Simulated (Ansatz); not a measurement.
A series in volume scale on Sn

Periodic Kohn-Sham DFT of a crystal at fixed atoms, scaled to volume_scale times the given cell; pressure positive in compression, energy less spherical unpolarised free atoms, largest_vzz the field gradient of largest size among the nuclei. The results are calculated, by Ansatz 0.2.0.

The cell before it is scaled or strained (space group Fd-3m, No. 227):
```
Sn
1.0
      0.0000     3.2456     3.2456
      3.2456     0.0000     3.2456
      3.2456     3.2456     0.0000
Sn
2
Direct
  0.50000 0.50000 0.50000
  0.75000 0.75000 0.75000
```

Settings of every row: method frozen-core PAW; functional PBEsol; relativity scalar; k mesh 11x11x11; filling fermi-dirac; smearing width 0.05 eV; wave cutoff 420 eV; paw set soft_2.

Atom start moment: 0 on all atoms.

Limits: PAW files made with PBE.

| row | volume scale | V (Å³/atom) | pressure (GPa) |
| --- | --- | --- | --- |
| 1 | 0.94 | 32.138 | 4.301 |
| 2 | 0.96 | 32.821 | 3.068 |
| 3 | 0.98 | 33.505 | ? |
| 4 | 0.99 | 33.847 | 1.468 |
| 5 | 1 | 34.189 | 0.994 |
| 6 | 1.01 | 34.531 | 0.546 |
| 7 | 1.02 | 34.873 | 0.124 |
| 8 | 1.04 | 35.556 | -0.653 |
| 9 | 1.06 | 36.24 | -1.346 |

Question: what pressure should row 3 give?

Worked fit of pressure. Take u = (V_r/V)^(2/3) − 1 with V_r = 34.36 Å³ an atom, which is twice the finite (Eulerian) strain; such expansions in the strain, on which the Birch-Murnaghan equation of state is built, carry the rest volume and the bulk modulus. The shown rows have u = 0.04558, 0.03102, 0.01008, 0.00333, -0.0033, -0.00983, -0.02255, -0.03489. Least squares give pressure = 0.7667 + 67.468 × u + 207.95 × u² + 285 × u³ GPa; a parabola predicts inner rows, each left out in turn, worse (root mean square 0.0045 against 0.00073 GPa). The rows lie off it by 0.000, 0.000, 0.000, 0.000, 0.000, 0.001, -0.001, 0.000. The pressure vanishes at u = -0.0118, or V = 34.98 Å³ an atom, and there the bulk modulus at fixed shape and fractions is B = −V dP/dV = (2/3)(1 + u) dP/du = 41.3 GPa. The withheld row has u = 0.01694, so the fit gives 0.7667 + 67.468 × (0.01694) + 207.95 × (0.01694)² + 285 × (0.01694)³ = 1.971 GPa.

The calculation gave 1.971 GPa. The fit meets it to the printed digit.
